**Question: relativistic shifts in Mn⁴⁺ change sign from shell to shell. What is going on?**

I ran Mn⁴⁺ with Dirac–Coulomb and with non-relativistic Hartree–Fock and put the orbitals side by side.

Orbitals of Mn4+ ([Ar] 3d3), computed with B-spline radial code 1 at the basis-set limit: Dirac-Coulomb Hartree-Fock with a Fermi nucleus and non-relativistic Hartree-Fock with a point nucleus, both averaged over the configuration. Both j rows of a shell are compared with the same non-relativistic orbital; a positive percentage for ε means more bound in the Dirac run.

| orbital | n | l | electrons in the nl shell | ε, Dirac (eV) | ε, non-rel. (eV) | ε(Dirac)/ε(non-rel.) − 1 (%) | <r>, Dirac (bohr) | <r>(Dirac)/<r>(non-rel.) − 1 (%) |
| --- | --- | --- | --- | --- | --- | --- | --- | --- |
| 1s1/2 | 1 | 0 | 2 | -6662.0 | -6606.0 | 0.85 | 0.060864 | -1.09 |
| 2s1/2 | 2 | 0 | 2 | -865.69 | -854.18 | 1.35 | 0.27745 | -1.12 |
| 2p1/2 | 2 | 1 | 6 | -746.18 | -737.17 | 1.22 | 0.24431 | -1.25 |
| 2p3/2 | 2 | 1 | 6 | -735.57 | -737.17 | -0.22 | 0.24717 | -0.09 |
| 3s1/2 | 3 | 0 | 2 | -163.31 | -161.43 | 1.16 | 0.83261 | -0.86 |
| 3p1/2 | 3 | 1 | 6 | -125.40 | -124.11 | 1.04 | 0.86826 | -0.86 |
| 3p3/2 | 3 | 1 | 6 | -123.96 | -124.11 | -0.12 | 0.87550 | -0.03 |
| 3d3/2 | 3 | 2 | 3 | -71.745 | -72.017 | -0.38 | 0.96030 | 0.18 |
| 3d5/2 | 3 | 2 | 3 | -71.598 | -72.017 | -0.58 | 0.96275 | 0.43 |

I have several questions, from simple to less simple.

1. What nuclear charge does each shell feel, and do Slater's rules get it?
2. Why is the percentage for $\varepsilon$ larger for 2s than for 1s, when 1s is the fastest electron?
3. Are the 2p and 3p shells destabilised, as the negative p3/2 entries suggest?
4. Do the splittings and shifts fall off as $1/n^3$?
5. Why do both 3d levels go up and expand?
6. Which digits can I trust?
7. Is $-\varepsilon$(3d) the ionisation energy?
8. What would change for a neighbouring element or charge?

**Answer**

In the table $\varepsilon$ is the orbital energy, $\langle r\rangle$ the mean radius, $n$ and $l$ the usual quantum numbers, and the fraction in the orbital label is $j = l \pm \tfrac12$. The electron count belongs to the whole $nl$ shell, and the two $j$ rows of a shell are compared with the same non-relativistic orbital. Both runs average over the 3d³ configuration, the Dirac one with 1.2 electrons in 3d3/2 and 1.8 in 3d5/2, so neither describes the ⁴F ground term. I call $\varepsilon_\text{non-rel.}-\varepsilon_\text{Dirac}$ the gain in binding. Formulas are in atomic units.

### 1. The charge that each shell feels

An electron is screened in two ways. Charge inside its orbit cancels part of the nuclear pull, which makes the orbital larger and less bound. Charge outside its orbit exerts no net force, so the size is unaffected, but it adds a constant repulsive potential that raises $\varepsilon$. A charge read from the size therefore sees only the first effect, and a charge read from the energy sees both.

Inverting the hydrogenic formulas row by row, with nothing fitted, gives

$$Z_r=\frac{3n^2-l(l+1)}{2\langle r\rangle},\qquad Z_\varepsilon=n\sqrt{2|\varepsilon|},$$

taken with the non-relativistic values. For 3d the radius is $0.96030/1.0018 = 0.9586$ bohr and $Z_r = 10.5/0.9586 = 10.95$. $Z_r$ falls from 24.4 for 1s through about 21 and 20 for 2s and 2p to 16.1, 14.3 and 10.95 for 3s, 3p and 3d. $Z_\varepsilon$ is lower in all six shells, 22.0 for 1s and 6.9 for 3d.

The 1s level checks the constant-potential idea. Two hydrogenic 1s electrons alone give $-Z^2/2+5Z/8 = -296.9$ hartree, or $-8078$ eV. Each outer electron adds its potential at the nucleus, $\langle 1/r\rangle$, and with the values of the same calculation the sum over the 19 outer electrons is $+1582$ eV. The total of $-6496$ eV is 1.7 % less bound than the tabulated $-6606.0$ eV. The sign of the miss is what theory suggests, since the outer potential is highest at the nucleus and exchange with the outer electrons is dropped.

Slater's rules agree with $Z_r$ to within 0.64 for 1s, 2s, 2p and 3p, are 2.3 too low for 3s, and give 6.30 for 3d, which is 4.65 too low. The rules let all 18 argon-core electrons screen a 3d electron fully. The table shows why that can't hold for the size: 3s, 3p and 3d all have $\langle r\rangle$ between 0.83 and 0.96 bohr, so the eight 3s and 3p electrons share their region with 3d. In space, the real gap lies between $n=2$ (below 0.28 bohr) and $n=3$, although 3p is bound by some 50 eV more than 3d.

### 2. Why 2s beats 1s in percent

Relativity acts where the electron is fast, close to the nucleus. The mass increase binds the electron more, the Darwin term lifts s states back up, and spin–orbit coupling separates the two $j$ values. For 1s the Darwin term undoes most of the mass effect; for 2s it undoes less of it. For one electron around a point charge $Z$ the three terms add up to

$$\frac{\varepsilon_\text{Dirac}}{\varepsilon_\text{non-rel.}}-1\simeq\frac{(Z\alpha)^2}{n^2}\left[\frac{n}{j+\tfrac12}-\frac34\right],$$

with $\alpha$ the fine-structure constant. This is the first term in the expansion of the exact Dirac level, from which the "bare ion" values below are taken at $Z=25$ with no adjustable number.

With $(Z\alpha)^2=0.0333$, the 1s value is $0.0333\times(1-0.75)=0.83\,\%$ and the 2s value is $0.0333\times(2-0.75)/4=1.04\,\%$; the exact formula gives 0.85 % and 1.06 %. So 2s is ahead of 1s already in the bare ion. In electronvolts 1s stays far ahead, 56.0 against 11.51 in the table.

The step from 1.06 % to the tabulated 1.35 % comes from numerator and denominator being screened unequally. The 2s gain is 0.51 of its bare-ion value while $\varepsilon$ itself is 0.40 of its bare-ion value, and $1.06\times0.51/0.40=1.35$. The same inequality holds for 2p1/2, 3s and 3p1/2. The reason, by argument, is that the gain is produced close to the nucleus, where its charge is hardly screened, while $\varepsilon$ suffers the full inner and outer screening. For 1s both factors happen to be 0.78, so the match of 0.85 % with the bare ion is a cancellation and doesn't mean that 1s is unscreened.

### 3. The p shells as a whole

Spin–orbit coupling lowers $j=l-\tfrac12$ and raises $j=l+\tfrac12$ while leaving the degeneracy-weighted mean in place. For 2p the mean gain is $(2\times9.01-4\times1.60)/6=1.94$ eV, or $+0.26\,\%$; for 3p it is 0.33 eV, or $+0.27\,\%$. Both shells are more bound. The 2p3/2 level sits one third of the 10.61 eV splitting, 3.54 eV, above the mean, and that outweighs the mean gain. This is only a regrouping of the same two numbers, but it shows what the negative entry consists of.

The comparison with the bare ion adds something. There 2p3/2 still gains 4.44 eV and 2p1/2 gains 22.51 eV, a splitting of 18.07 eV and a mean of $(2\times22.51+4\times4.44)/6=10.46$ eV. In Mn⁴⁺ the splitting keeps 59 % of its bare value and the mean only 19 %. Something opposes the mean gain and not the splitting, and the standard candidate is the extra repulsion from the other, contracted shells (question 5).

That also fits p3/2 being less bound and yet slightly smaller ($-0.09\,\%$ and $-0.03\,\%$ in $\langle r\rangle$). Extra repulsion from charge at the same or a larger radius lifts $\varepsilon$ more than it pushes the orbital out, so part of the direct contraction can survive while the gain does not. The outer shell can't do it alone. At the 59 % kept by the splitting, the mean 2p gain would be about 6.1 eV, 4.2 eV more than found, while the sum of $\langle 1/r\rangle$ over the $n=3$ electrons rises by only 2.2 eV between the runs, and that is its value at the nucleus. On this estimate much of the rise comes from the contracted 1s, 2s and 2p charge, which does push 2p3/2 outward somewhat.

### 4. Scaling with $n$

In a hydrogenic ion the fine structure at fixed $l$ falls as $1/n^3$, so 2p should exceed 3p by $27/8=3.38$. The table gives $10.61/1.44=7.37$, with the last figure uncertain because 1.44 is rounded. The splitting is weighted by $1/r^3$ and so measures how much of the orbital reaches the nucleus. A 3p electron spends most of its time in an outer lobe that is swollen by screening ($Z_r$ of 14.3 against 20.2 for 2p), which leaves less amplitude for the inner lobe than in hydrogen. The ratio of the computed $\langle r^{-3}\rangle$ of 2p and 3p, 8.01, is much closer, 9 % above the ratio of splittings.

To first order the splitting is $(l+\tfrac12)\zeta$, with $\zeta$ the spin–orbit constant of the non-relativistic orbital from the same calculation. This $\zeta$ is a bare central-field value without two-electron terms, a kind that misses measured fine structure by tens of per cent, so the comparison is between two calculations and says nothing about agreement with experiment. Relative to the first-order value, the Dirac splitting is 5 % larger for 2p, 15 % larger for 3p and 4 % smaller for 3d. In the bare ion the next order in $(Z\alpha)^2$ enlarges the 2p and 3p splittings by only about 2 %, which is less than half of the 2p excess and a small part of the 3p one. The 3p excess, 1.44 against 1.25 eV, is also far above the 0.01 eV rounding. Weaker screening inside $\zeta$ can't close the 3p gap, since even the full nuclear charge, $\zeta=\tfrac12\alpha^2Z\langle r^{-3}\rangle$ with $Z=25$ and the computed $\langle r^{-3}\rangle$, gives a splitting that falls short of 1.44 eV. My guess for the rest is a difference in the self-consistent field, exchange above all, felt by the two $j$ orbitals, which a single $\zeta$ ignores; these runs don't test that directly.

The s gains tell the same story. The 2s/3s ratio is 6.12 against 2.82 in the bare ion. The formula of question 2 makes the s gain proportional to the density at the nucleus times $1-3/(4n)$. Replacing the hydrogenic density ratio by the computed 7.03 gives $7.03\times0.625/0.75=5.86$, 4 % below the table. The $n$-dependent factor is hydrogenic and has no strict standing in a screened ion, so this shows the origin of the steep fall and no more.

### 5. Why 3d rises and expands

Since $j+\tfrac12\le n$, the bracket in question 2 is at least $\tfrac14$: the one-electron ion binds every level more, and its exact radii shrink for all nine rows. The table has both 3d levels less bound, by 0.272 and 0.419 eV, and larger, by 0.18 % and 0.43 %. Spin–orbit coupling can't be the reason, because the splitting is only 0.147 eV and the weighted mean loses 0.360 eV.

The argument doesn't depend on the field being pure Coulomb. In a fixed local screened potential the mass term binds any orbital, the nuclear Darwin term vanishes for d, and spin–orbit coupling drops out of the mean and lowers 3d3/2. A net loss thus requires the potential itself to change. This is the indirect relativistic effect. The s and p1/2 shells contract by about 1 %, more of their charge lies inside the 3d orbital, and 3d feels a weaker pull. By argument 3s and 3p matter most, because they share the region of 3d, while 1s and the $n=2$ shell lie almost wholly inside it already. The centrifugal barrier keeps a d electron away from the nucleus, so its direct gain is too small to compensate.

The radii support the penetration half of this. For the five s and p1/2 rows the bare $Z=25$ reproduces the $\langle r\rangle$ percentages with an rms residual of 0.13 points, while inserting each shell's $Z_r$ gives 0.36; 3s contracts by 0.86 %, against 0.92 % bare and 0.38 % screened. For the p3/2 and d rows the screened charge does better (0.28 against 0.48 points), but neither choice gives the 3d sign. Table minus bare ion is positive in all nine rows and largest for 3d, about 0.6 points. That residual mixes a weakened direct effect with the indirect one, and these two runs don't separate them.

The converged integrals don't separate them either. The direct 3p–3d repulsion integral $F^0$, weighted over $j$, moves by only $-0.004$ eV out of 26.85 eV, because 3p has contracted and 3d has expanded by the time it is evaluated. The one row where an indirect term can be estimated is 1s. Its gain is 16.0 eV below the bare 72 eV, and the sum of outer $\langle 1/r\rangle$ from question 1 rises by 13.9 eV between the runs. That leaves out the 1s–1s repulsion and exchange, so it should be read as an effect of order ten eV with the right sign, for 1s only.

### 6. Digits

As solutions of the stated equations at the basis limit, the numbers are limited by rounding. Energy differences are good to about 0.1 eV for 1s, 0.01 eV from 2s to 3p and 0.001 eV for 3d. The weakest relative case is 3p3/2, whose loss of 0.15 eV carries two figures at best. Its contraction of 0.03 % is six times the rounding of 0.005, so the sign holds and the size is one figure. The change from point to Fermi nucleus between the two runs is, by a first-order estimate, a few hundredths of an eV for 1s and invisible here.

As statements about relativity in this ion, fewer digits survive, because the Dirac–Coulomb Hamiltonian leaves out the magnetic and retarded electron–electron interaction (Breit) and QED. The same calculation evaluates them separately. For 1s, Breit and self-energy together remove 11.0 eV of binding, a fifth of the 56.0 eV gain. Breit alone is 0.49 of the tabulated change for 2p3/2 and 0.63 for 3p3/2, in the same direction, and it takes $(1.047+2\times0.776)/3=0.87$ eV off the 1.94 eV mean gain of 2p. For 3d5/2 it is 0.07 of the change. No row changes sign under these shifts, but the p3/2 percentages are not physical beyond sign and rough size. For the outer rows the shifts are themselves only a guide to size. They make 3d less bound, yet the ionisation energy with Breit, QED and recoil rises by 0.015 eV, from 69.919 to 69.934 eV, which suggests that the response of the other orbitals, left out of the shifts, is as large as the shift there. Electron correlation is absent throughout.

### 7. $-\varepsilon$(3d) and the ionisation energy

It is not the ionisation energy. Koopmans' theorem freezes the remaining orbitals, and letting them relax lowers the cost of removing the electron. The weighted Dirac $-\varepsilon$(3d) is 71.657 eV and the difference of total energies of ion and parent is 69.919 eV, a relaxation of 1.74 eV; the non-relativistic pair gives 1.75 eV. Because relaxation is almost the same in both, the relativistic change carries over well, $-0.360$ eV in $-\varepsilon$ and $-0.348$ eV in the ionisation energy.

The semi-empirical tabulated value listed with the calculation is $72.41\pm0.1$ eV, 2.48 eV above the Dirac difference after Breit, QED and recoil corrections. It refers to the lowest levels, whereas the calculation connects two configuration averages. The ground terms by Hund's rules, d³ ⁴F and d² ³F, lie below their averages. In Racah parameters the average pair energy is $A-\tfrac{14}{9}B+\tfrac79C$, while ⁴F is $3A-15B$ and ³F is $A-8B$. The stabilisations are then $-\tfrac{31}{3}B-\tfrac73C$ for three pairs and $-\tfrac{58}{9}B-\tfrac79C$ for one. The non-relativistic Slater integrals $F^2=12.46$ and $F^4=7.849$ eV give $B=F^2/49-5F^4/441=0.165$ and $C=35F^4/441=0.623$ eV, hence $-3.16$ and $-1.55$ eV. The parent is stabilised more, and the ionisation energy rises by 1.61 eV. Using the Mn⁴⁺ integrals for the more compact Mn⁵⁺ makes this slightly too large.

About 0.86 eV remains. Fine structure within the terms is of the order of $\zeta$(3d), $0.153/2.5=0.06$ eV, and too small. Correlation has the right sign, as the parent has one more electron to correlate, and I would guess that it is most of the remainder, without a number to back that. That $-\varepsilon$(3d5/2) lands within 0.81 eV of the tabulated value is cancellation: it ignores 1.74 eV of relaxation and 1.61 eV of term energy, which have opposite signs.

### 8. Neighbours

These are arguments from the mechanisms above, since the table holds one ion. Raising $Z$ by one at the same electron count (Fe⁵⁺) scales the direct effect as $Z^2$ in percent and $Z^4$ in energy. The bare 1s goes from 0.85 % to 0.92 % and from 72 to 84 eV, and the real 1s, whose contraction follows the bare ion within 0.03 points, should scale in about the same proportion. Far up the isoelectronic sequence the 21 electrons become a small perturbation and every level tends to the bare-ion pattern, so in the formal limit the 3d entries turn to more bound and contracted. The approach is slow, because the direct term ($Z^4\alpha^2$) leads the indirect one ($Z^3\alpha^2$ times the number of electrons) by a single power of $Z$. The 3d loss in eV can grow before it turns, and 3d5/2, with the smallest direct gain, turns last and may not turn among real elements.

Lowering the charge at fixed $Z$, towards Mn²⁺ or the neutral atom, works the other way. The added electrons, 3d and then 4s, lie outside the $n=1$ and $n=2$ shells and raise those $\varepsilon$ by a nearly constant amount. They raise the $n=3$ levels too, though less evenly, since added 3d electrons share the region of 3s and 3p. The core gains in eV, made near the nucleus, should change little. The percentages grow most where $|\varepsilon|$ shrinks most in relative terms, so 3d should show a larger percentage loss, and a 4s electron, which penetrates like the other s shells, should be contracted and more bound. Down the group, in 4d and 5d ions, $(Z\alpha)^2$ is several times larger and more s and p1/2 shells contract inside the valence d shell, which gives a strong contrast between stabilised valence s and destabilised d in the heavy transition metals. There the first-order formula of question 2 is no longer adequate and the exact Dirac expression has to be the reference.
